Light lifts an electron in phosphole, a five-membered ring of four carbon atoms and a PH group. The electron leaves a hole in an occupied orbital and enters an empty one. Time-dependent Hartree–Fock theory gives the six lowest singlet excitations at a fixed geometry.

Singlet excitations of neutral phosphole (C4H5P) in the gas phase, calculated with PySCF 2.14.0 using time-dependent Hartree–Fock theory without the Tamm–Dancoff approximation, the def2-SVPD basis set and a GFN2-xTB geometry. The analysis of the excited states uses natural transition orbitals and unrelaxed difference densities.

```
row  excitation energy (eV)  oscillator strength  leading pair weight  hole electron distance (Å)  hole electron overlap
  1                   4.944                0.047                0.932                       0.188                  0.851
  2                   6.177                0.151                0.953                       0.860                  0.707
  3                   6.891                0.003                0.971                       0.100                  0.456
  4                   7.239                0.013                0.938                       1.484                  0.491
  5                   7.363                0.101                0.963                       0.537                  0.634
  6                   7.745                0.030                0.726                       0.280                  0.643
```

The excitation energy is E and the oscillator strength f measures brightness. The leading pair weight is the share of the excitation that one hole orbital and one electron orbital, both shaped to suit that state, can describe. The hole electron distance separates the centres of the two charge clouds. The hole electron overlap tells how far the clouds occupy the same space.

Two occupied orbitals matter. The highest one, the HOMO, is the π orbital of the two double bonds and lies mainly on carbon. The next one down, HOMO−1, has mostly the character of the phosphorus lone pair. Among the empty orbitals that receive the electron, LUMO, LUMO+1 and LUMO+2 take the leading parts. The largest single orbital jump in each state is:

Row 1: HOMO → LUMO
Row 2: HOMO−1 → LUMO
Row 3: HOMO → LUMO+1
Row 4: HOMO → LUMO+2
Row 5: HOMO−1 → LUMO+2
Row 6: HOMO−1 → LUMO+1

(a) The gap between HOMO and LUMO is 11.19 eV. Why does the first excitation cost less than half of that, and why do rows 3 and 4, which start from the same HOMO, cost so much more than row 1?

Solution. Begin with the limit in which the electron is taken infinitely far away. At this level of theory that costs the HOMO energy with its sign reversed, 8.875 eV. Now let the electron return to the molecule, where the hole attracts it. Every state that starts from the HOMO and holds its electron must lie below this threshold, by an amount that depends on how well the electron can use the attraction.

The orbital gap leaves this attraction out. An empty Hartree–Fock orbital describes an extra electron added to the neutral molecule, repelled by all the electrons already there. An excited electron has one fewer to face, because one place has been vacated. For a single jump from orbital i to orbital a, the singlet energy is therefore

E ≈ ε(a) − ε(i) − J + 2K

Here ε is an orbital energy, J is the attraction between electron and hole, and K is their exchange energy, which raises a singlet. In row 1 the excitation lies 6.2 eV below the orbital gap. That is the net effect of attraction, exchange and the admixture of other jumps, so it should not be read as J alone.

Measured from this common threshold, the three states that start from the HOMO show how firmly each holds its electron. Row 1 lies 3.9 eV below it, row 3 only 2.0 eV and row 4 only 1.6 eV. In row 1 the electron sits in the compact π* orbital, on the same carbon atoms as the hole. In the other two it is held more loosely, and the states move up towards the limit of a free electron.

The shapes of the clouds support this reading. The spread of the excited electron about its own centre grows from 1.98 Å in row 1 to 2.96 Å in row 3, where it resembles the wide orbit of a Rydberg state. The electron of row 4 is somewhat less spread out, but its centre lies 1.48 Å from that of the hole. Either way, electron and hole are on average further apart than in row 1, and theory then expects a weaker attraction. LUMO+1 and LUMO+2 also lie above the LUMO by definition, and the data do not separate that cost from the lost attraction.

Row 3 also shows how the hole electron distance can mislead. It is only 0.100 Å, the smallest in the table, yet the electron is the most diffuse of all six. A wide cloud centred on a small one gives a short distance between centres. The basis set has few functions for such a wide cloud, so the energy of row 3 is less settled than that of row 1.

(b) Suppose that moving the hole from the HOMO to HOMO−1 always costs the same, wherever the electron goes. Use rows 1 to 4 to predict rows 5 and 6, and explain the errors.

Solution. This is the limit in which the electron does not notice which hole it left behind. The energies then form a ladder: a cost for the hole plus a cost for the electron. Rows 1 and 2 share the LUMO, so their difference gives the price of the deeper hole:

6.177 − 4.944 = 1.233 eV

Adding it to row 3 predicts row 6, and adding it to row 4 predicts row 5:

Row 6: 6.891 + 1.233 = 8.124 eV
Row 5: 7.239 + 1.233 = 8.472 eV

Nothing has been fitted, and neither predicted energy was used in the estimate. Compared with the calculated energies in the table, row 6 comes out 0.38 eV too high and row 5 comes out 1.11 eV too high. The first error is a moderate correction to the ladder. The second is nearly as large as the step that was added, so for row 5 the ladder has failed.

The error in row 6 has a plausible origin in the step itself. In row 2 the hole lies largely on phosphorus while the electron moves towards the carbon atoms, and their centres are 0.86 Å apart. In row 1 the centres almost coincide. The step of 1.23 eV therefore probably contains some lost attraction as well as the price of a deeper orbital.

When the electron is diffuse, as in rows 3 and 6, it is less sensitive to where the hole sits. The loss of attraction should then be smaller, and so should the step. The calculated difference between these two rows is indeed only 0.85 eV. The electron does respond to the new hole, though. Its share on phosphorus rises from 0.19 in row 3 to 0.35 in row 6, so it partly follows the hole, and that too should lower row 6. Nor is the comparison a clean one, because the leading pair of row 6 has a weight of only 0.726 and a second pair takes part.

Row 5 probably fails for two reasons. The first is where the hole sits. In row 4 the electron lies towards phosphorus, 1.48 Å from a hole that is mainly on carbon. In row 5 the hole is largely on phosphorus too, and the distance falls to 0.54 Å. The step from row 1 to row 2 pulled the charges apart, whereas this one brings them together, so attraction should be gained where the ladder has built in a loss.

The second reason is that the electron of row 5 is not in the orbital that row 4 uses. The spread of the electron is 2.10 Å in row 5 against 2.64 Å in row 4. The jump from HOMO−1 to LUMO+2 carries a weight of only 0.46, although the leading pair weight is 0.963. Both numbers can be true because the electron occupies one well-defined orbital that is itself a blend of several empty ones. Row 6 has a similarly low weight for its largest jump, 0.48, so blending alone does not set the size of the error. There, however, the electron keeps nearly the spread it has in row 3, 2.85 Å against 2.96 Å.

Such blending is what theory leads one to expect. The empty orbitals were shaped without any hole present, so they are poor containers for an electron that a hole attracts. By combining several of them, the electron can form a more compact cloud. It pays for this with contributions from higher orbitals and is repaid by stronger attraction. The ladder misses this change between rows 4 and 5, as it misses the move of the hole towards the electron. Both should lower row 5, and the data do not divide the error between them.

A high leading pair weight is no safeguard for the ladder, since it says that one pair is enough but not that the pair consists of two ready-made orbitals.

(c) Why does brightness jump up and down while the energy rises steadily?

Solution. In atomic units the oscillator strength is

f = (2/3) E μ²

where μ is the transition dipole, the quantity through which light couples the ground state to the excited state. From the lowest to the highest row, E grows by a factor of only 1.6. The largest μ² exceeds the smallest by a factor of about 66. Brightness is thus decided by the dipole, and the steady rise in energy has little say.

Consider first the limit in which hole and electron share no space. The transition dipole is built from the product of their two orbitals, and this product would vanish everywhere. The state would be dark. Rows 3 and 4 come nearest to this limit, with overlaps below 0.5, and they are the two weakest rows.

The opposite limit is less simple. Complete overlap of the clouds does not guarantee a bright state, because the product of the orbitals has a sign. Regions of opposite sign can strengthen the dipole or cancel each other in it, depending on where they lie. Row 1 has the largest overlap, 0.851, and yet it is only the third brightest.

In the simple Hückel picture of a diene, the HOMO–LUMO product has opposite signs on the outer and the inner carbon atom of each double bond. Their contributions to the dipole then partly cancel. This shows how a large overlap can be used poorly. The cancellation is modest, however, because the outer atoms have the larger products and lie further from the middle of the molecule. The small dipole of row 1 probably owes more to the admixture of other jumps.

Row 2 uses its overlap better. Its μ² is 2.6 times that of row 1, and its dipole points nearly along the line from phosphorus to the carbon atoms, roughly the direction in which the charge moves. The rule that lone-pair excitations are weak applies when the lone pair lies in the plane of the ring, where the π* orbital has its node and changes sign. Here the phosphorus atom is strongly pyramidal, with bond angles that add up to 282° instead of the 360° of a flat centre. Its lone pair leans partly out of the plane, which lets it overlap with π*.

Row 5 is bright again, and the compact electron found in part (b) offers a reason. Between rows 4 and 5 the overlap rises from 0.491 to 0.634, while f rises from 0.013 to 0.101. The contraction and the move of the hole towards the electron, which probably lower the energy of row 5, also let the two clouds share more space.

Row 6 shows the limit of this argument. Its overlap, 0.643, is slightly larger than that of row 5, yet its f is only 0.030. As in row 1, the signs and positions of the overlapping regions matter as well as their size. In row 6 a second pair also takes part, and its contribution to the dipole can add to that of the first or cancel it.

The directions of the dipoles settle one last point about this pair. A mirror plane through phosphorus and its hydrogen atom exchanges the two halves of the ring. The dipole of row 4 lies within that plane and the dipole of row 5 stands across it, so the two states have different symmetry and cannot mix at this geometry. Their separation of 0.12 eV is a near coincidence and not a degeneracy.

It is also smaller than the error to be expected from Hartree–Fock theory, which leaves out most of the correlated motion of the electrons and can misplace excitations by 1 eV or more. Would the bright state still lie above the weak one if correlation and more diffuse functions were included?
